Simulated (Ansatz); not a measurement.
# SrO: the change of pressure and energy above lowest point with volume per atom

All results are calculated (Ansatz 0.2.0 development build). Equation of state of a cubic crystal from periodic Kohn-Sham density functional theory without spin; pressure corrected for the finite basis.

Cell of the first row (space group Fm-3m, No. 225):
```
CELL_PARAMETERS angstrom
0.00000 2.54460 2.54460
2.54460 0.00000 2.54460
2.54460 2.54460 0.00000
ATOMIC_POSITIONS crystal
Sr 0.00000 0.00000 0.00000
O 0.50000 0.50000 0.50000
```

Settings of every row: formula SrO; structure type rock salt; functional PBE; spin treatment none; k mesh 36x36x36; occupation method fermi-dirac; occupation width 0.061225619 eV; wave cutoff 420 eV; datasets soft-1 PAW; density cutoff ratio 4.

```
row  volume per atom (Å³)  pressure (GPa)  energy above lowest point (meV/atom)
  1                16.476            6.01                                 18.63
  2                16.827               ?                                     ?
  3                17.177           1.786                                  1.91
  4                17.528          -0.002                                     0
  5                17.878          -1.604                                  1.79
  6                18.229           -3.04                                  6.89
  7                 18.58          -4.327                                 14.98
```

Question: what pressure and energy above lowest point should row 2 give?

Worked fit of pressure. Take u = (V_r/V)^(2/3) − 1 with V_r = 17.703 Å³ an atom, which is twice the finite (Eulerian) strain; such expansions in the strain, on which the Birch-Murnaghan equation of state is built, carry the rest volume and the bulk modulus. The shown rows have u = 0.04905, 0.02031, 0.00664, -0.00654, -0.01933, -0.03172. Least squares give pressure = −0.8248 + 121.301 × u + 352.85 × u² + 304.7 × u³ GPa; a parabola predicts inner rows, each left out in turn, worse (root mean square 0.0064 against 0.0025 GPa). The rows lie off it by 0.000, -0.001, 0.002, -0.001, 0.000, 0.000. The pressure vanishes at u = 0.0067, or V = 17.53 Å³ an atom, and there the bulk modulus at fixed shape and fractions is B = −V dP/dV = (2/3)(1 + u) dP/du = 84.6 GPa. The withheld row has u = 0.03441, so the fit gives −0.8248 + 121.301 × (0.03441) + 352.85 × (0.03441)² + 304.7 × (0.03441)³ = 3.779 GPa.

The calculation gave 3.781 GPa. The fit lies 0.002 GPa (0.019 % of the column's range) below it; its largest miss of a shown row is 0.002 GPa.

Worked fit of energy above lowest point. Take u = (V_r/V)^(2/3) − 1 with V_r = 17.703 Å³ an atom, which is twice the finite (Eulerian) strain; such expansions in the strain, on which the Birch-Murnaghan equation of state is built, carry the rest volume and the bulk modulus. The shown rows have u = 0.04905, 0.02031, 0.00664, -0.00654, -0.01933, -0.03172. Least squares give energy above lowest point = 0.456 − 136.78 × u + 10208 × u² + 2738 × u³ meV/atom; a parabola predicts inner rows, each left out in turn, worse (root mean square 0.055 against 0.0067 meV/atom). All shown rows lie on it to the printed digit. Its lowest point lies at u = 0.0067, or V = 17.53 Å³ an atom, and the curvature there gives the bulk modulus at fixed shape and fractions, B = (4/9)(1 + u)² E″(u)/V = 84.5 GPa. The withheld row has u = 0.03441, so the fit gives 0.456 − 136.78 × (0.03441) + 10208 × (0.03441)² + 2738 × (0.03441)³ = 7.95 meV/atom.

The calculation gave 7.97 meV/atom. The fit lies 0.02 meV/atom (0.11 % of the column's range) below it; its largest miss of a shown row is 0.00 meV/atom.
